Q: I press cubic boron nitride and know its bulk and shear modulus at zero pressure. Do I have to correct them for the load?

A: At tens of gigapascals, yes. The table follows one crystal through six volumes in an LDA calculation. I write $V$ for the volume per atom and $P$ for the pressure, negative when the crystal is under tension. The bulk modulus $B$ measures resistance to a change of volume, the shear modulus $G$ resistance to a change of shape. At 35 GPa the calculated $B$ is 524.8 GPa, against 401.7 GPa at zero pressure.

Cubic boron nitride (F-43m, 2-atom cell) at six volumes, computed with Ansatz 0.2.0: DFT with the LDA functional, PAW, plane-wave cutoff 420 eV, 12×12×12 k mesh. The elastic moduli are Voigt-Reuss-Hill averages at zero temperature, from strains of amplitude 0.002 with the atoms relaxed; positive pressure means compression.

```tsv
volume (relaxed cell) (Å³/atom)	shortest distance (relaxed cell) (Å)	bulk modulus (GPa)	pressure (GPa)	shear modulus (GPa)	youngs modulus (GPa)	poisson ratio
5.319	1.512	524.8	35.00	456.9	1062.4	0.163
5.458	1.525	480.0	22.00	438.5	1008.5	0.150
5.590	1.537	440.5	11.00	421.4	958.6	0.137
5.668	1.544	420.6	5.00	412.5	932.7	0.130
5.738	1.550	401.7	0.00	403.4	906.6	0.124
5.884	1.563	366.7	-9.60	385.9	857.1	0.110
```

Q: Why does it stiffen at all? A good spring keeps its stiffness.

A: Take that spring as a limiting case. If the energy were a parabola in the volume, the pressure would grow in proportion to the volume lost. The bulk modulus, $B=-V\,dP/dV$, would then shrink along with $V$. The table shows the reverse in every row, so the energy isn't a parabola in the volume.

Springs along the bonds, with a parabola in the bond length, should stiffen the crystal a little through geometry alone, by about 1% for each 1% of volume lost. The table shows a much faster rise, so the bond's own energy curve must depart from a parabola too.

Q: What bends the curve?

A: A simple picture treats a bond as a balance of two effects with different reach. Sharing electrons between neighbours lowers the energy, roughly as the inverse square of the bond length. The overlap of the atoms raises it, roughly as the inverse fourth power. With $x$ the bond length divided by its value at zero pressure, and $\varepsilon$ an energy scale, the simplest such curve with its minimum at $x=1$ is

$$E=\varepsilon\,(x^{-4}-2x^{-2}).$$

Since $V$ goes as $x^3$, one derivative gives the pressure and a second gives the bulk modulus:

$$P=\tfrac{3}{2}B_0\,(x^{-7}-x^{-5}),\qquad B=\tfrac{1}{2}B_0\,(7x^{-7}-5x^{-5}).$$

The subscript 0 marks values at zero pressure. These formulas are also known as the second-order Birch-Murnaghan equation.

Q: Can I see the stiffening in that without more calculus?

A: Look at the bracket for $B$. At $x=1$ it is 7 from repulsion less 5 from attraction, which leaves only 2. Shorten the bond by 1%: the first term grows by about 7% of 7, the second by about 5% of 5, and the difference rises from 2 by about 0.24.

That is a gain of 12% in stiffness for 1% in bond length, or 4% for each 1% of volume. In this picture the bulk modulus is so sensitive because attraction cancels much of the repulsion, and compression favours the steeper term. For other powers $m$ and $n$ in place of 2 and 4, the same steps give $(m+n+6)/3$ per cent. A crystal with a steeper repulsion should therefore stiffen faster.

Q: Does that rate hold at any load?

A: No, and the two extremes of the bond picture show why. Under very strong compression only the repulsion would count, and $B$ would approach $7P/3$. The gain in $B$ per unit of pressure thus starts at 4 and drifts down towards 7/3. Under strong tension the repulsive term dies away first, and $B$ reaches zero at a finite stretch. A single number can serve only for a modest range between these limits.

Q: Which number should I use here?

A: Use 3.5. A least-squares line through the logarithms of $B/B_0$ and $V_0/V$ for all six rows has a slope of 3.54, which I round:

$$B\approx B_0\left(\frac{V_0}{V}\right)^{7/2},\qquad\text{or equally}\qquad B\approx B_0+3.5\,P.$$

The two forms agree because a small squeeze raises the pressure by $B$ times the fractional loss of volume, and it raises $B$ by 3.5 times as much. If you know the load, the second form needs one multiplication and one addition.

The bond picture, which takes only $B_0$ and $V_0$ from the table, gets the direction and the rough size, but overshoots under compression. In the smallest cell it gives a $B$ that is 2.6% above the calculated one. The table doesn't tell which of its two terms is at fault.

Q: And the shear modulus?

A: It rises more slowly. A squeeze shortens every bond. A shear at fixed volume tilts bonds, and where it changes their lengths it stretches some and shortens others. Part of its stiffness therefore comes from the bond angles, which should depend less on the steep repulsion. That is an argument from theory; the slower rise itself is in the table. The same kind of line through all six rows supports

$$G\approx G_0\left(\frac{V_0}{V}\right)^{5/3}.$$

It is tempting to derive the 5/3 from a bonding energy that goes as $x^{-2}$, divided by a volume that goes as $x^3$. The crystal's two separate shear constants warn against this. Between the cell at 22 GPa and the stretched one, their exponents in the same calculation are about 0.9 for $(C_{11}-C_{12})/2$ and 2.2 for $C_{44}$. To lowest order the first shear only bends the angles between bonds, while the second also changes bond lengths. That order fits the argument above. Treat 5/3 as a useful average over directions.

Q: Please work one case in full. Take the hardest squeeze.

A: The volume ratio is $5.738/5.319=1.079$. Its cube times its square root is 1.304, and the fifth power of its cube root is 1.135. Hence

$$B\approx 401.7\times1.304\approx 524\ \text{GPa},\qquad G\approx 403.4\times1.135\approx 458\ \text{GPa}.$$

The table has 524.8 and 456.9 GPa. For Young's modulus $Y$ and Poisson's ratio $\nu$, use the relations for a material that is equally stiff in all directions:

$$Y=\frac{9BG}{3B+G}\approx1060\ \text{GPa},\qquad \nu=\frac{3B-2G}{6B+2G}\approx0.162.$$

The calculation gives 1062.4 GPa and 0.163. Poisson's ratio is higher than at zero pressure because $B$ has gained on $G$.

Q: Suppose I know only the stress, and the crystal is pulled equally on all sides.

A: The stretched row is such a case, with $P=-9.6$ GPa. The pressure form gives

$$B\approx401.7-3.5\times9.6\approx368\ \text{GPa}.$$

For $G$ you can skip the volume. Dividing the two exponents shows that $G/G_0$ is $B/B_0$ to the power 10/21, a little less than a square root. Here $B/B_0$ is 0.916, which gives a factor of 0.959 and $G\approx387$ GPa. The table has 366.7 GPa for $B$ and 385.9 GPa for $G$.

Q: Both examples come out very close. Should I trust the rule that far?

A: Both rows helped to set the exponents, so they show how well the rule condenses the table, not how well it predicts. In that sense it is good: the volume forms keep $B$ and $G$ within about 0.3% of the calculated values in every row, and the pressure form keeps $B$ within about 0.4%.

A harder trial takes the exponents from the zero-pressure and stretched cells alone and carries them to 35 GPa. Both moduli then come out a little under 1% too high. That is the fairer measure when you step outside the data that set the exponents. The printed output after this text has the misses row by row.

Q: Could I get the exponent for my own material from two measurements?

A: Yes, if they lie far apart in pressure. Between neighbouring rows of this table the exponent of $B$ jumps between 3.3 and 3.7 in no steady order. Over a small step, a slight error in either modulus becomes a large error in the slope. The same scatter hides the slow downward drift that the bond picture expects.

Q: Where does the rule stop being safe?

A: The volumes run from 7.3% below the zero-pressure value to 2.5% above it. Beyond the stretched end the power law fails in principle, since it never lets $B$ reach zero at a finite volume, while a real crystal pulled hard enough gives way. Beyond the compressed end the exponent is expected to fall slowly, so the rule should come out too high there. Even inside the range, don't shorten the rule to "3.5% per 1% of volume" for large changes. In the smallest cell that shortcut puts $B$ 3.9% too low.

Poisson's ratio needs separate care because it depends on a difference between $B$ and $G$. If your $B_0$ is 1% too high and $G_0$ is right, $\nu$ shifts by about 0.003, which is some 2% of its value at zero pressure.

Q: My pieces are sintered and warm. Does that matter?

A: It matters for the starting values. The table describes a dense, pore-free material of randomly oriented grains at zero temperature, and LDA usually makes crystals slightly too compact. Put in your own $B_0$ and $G_0$, and take only the exponents from here. Whether pores, a binder or heat change the exponents as well is not tested by these numbers.

Printed output of the fit:

```
fit of log(bulk_modulus/B0) on 6 rows: coefficient of log(ratio) 3.544 +/- 0.017; rms 0.00149, worst 5.668 -0.00247, leave-one-out rms 0.00205
fit of log(shear_modulus/G0) on 6 rows: coefficient of log(ratio) 1.662 +/- 0.016; rms 0.00145, worst 5.884 0.0026, leave-one-out rms 0.00202
Hand rule (moduli and pressure in GPa):
    row  'V0/V'  'factor for B'  'B rule'  'factor for G'  'G rule'  'Young rule'  'Poisson rule'  'P rule'  'B0+3.5P'  'B bond model'
  5.319   1.079           1.304     523.8           1.135     457.7          1063          0.1616     34.88      524.2           538.5
  5.458   1.051           1.191     478.6           1.087     438.5          1008          0.1491     21.96      478.7           488.5
   5.59   1.026           1.096     440.2           1.045     421.4         958.3          0.1372     10.99      440.2           445.4
  5.668   1.012           1.044     419.3           1.021     411.7         930.6          0.1301     5.038      419.2           421.8
  5.738       1               1     401.7               1     403.4         906.7          0.1238         0      401.7           401.7
  5.884  0.9752          0.9158     367.9           0.959     386.9         859.3          0.1107    -9.662      368.1           362.8
Estimate less table value (percent unless named):
    row  'B rule'   'G rule'  'Young rule'  'Poisson (absolute)'  'P (GPa)'  'B0+3.5P'  'B bond model'  'B exponent from row above'
  5.319   -0.1921     0.1841        0.0982              -0.00138    -0.1166    -0.1143           2.616                          n/a
  5.458   -0.2977  -0.005069       -0.0813            -0.0009337   -0.03686    -0.2708           1.762                        3.459
   5.59  -0.07446   -0.01015      -0.03191             0.0001516  -0.008001    -0.0681            1.11                        3.594
  5.668   -0.3012    -0.1849       -0.2226             0.0001177    0.03807    -0.3329          0.2837                        3.336
  5.738         0          0       0.01001             -0.000189          0          0               0                        3.746
  5.884    0.3225     0.2477         0.262             0.0006796   -0.06207     0.3818          -1.056                        3.628
Miss of B at smallest cell, exponent from stretched side only (percent): 0.7825
Miss of G at smallest cell, exponent from stretched side only (percent): 0.9348
Miss of B at smallest cell, plain 3.5 percent per percent of volume (percent): -3.894
Volume change of smallest cell from zero pressure (percent): -7.302
Volume change of largest cell from zero pressure (percent): 2.544
Change of Poisson ratio if B0 is 1 percent higher at the same G0: 0.002797
Volume exponent of shear constant (C11-C12)/2: 0.9122
Volume exponent of shear constant C44: 2.232
```
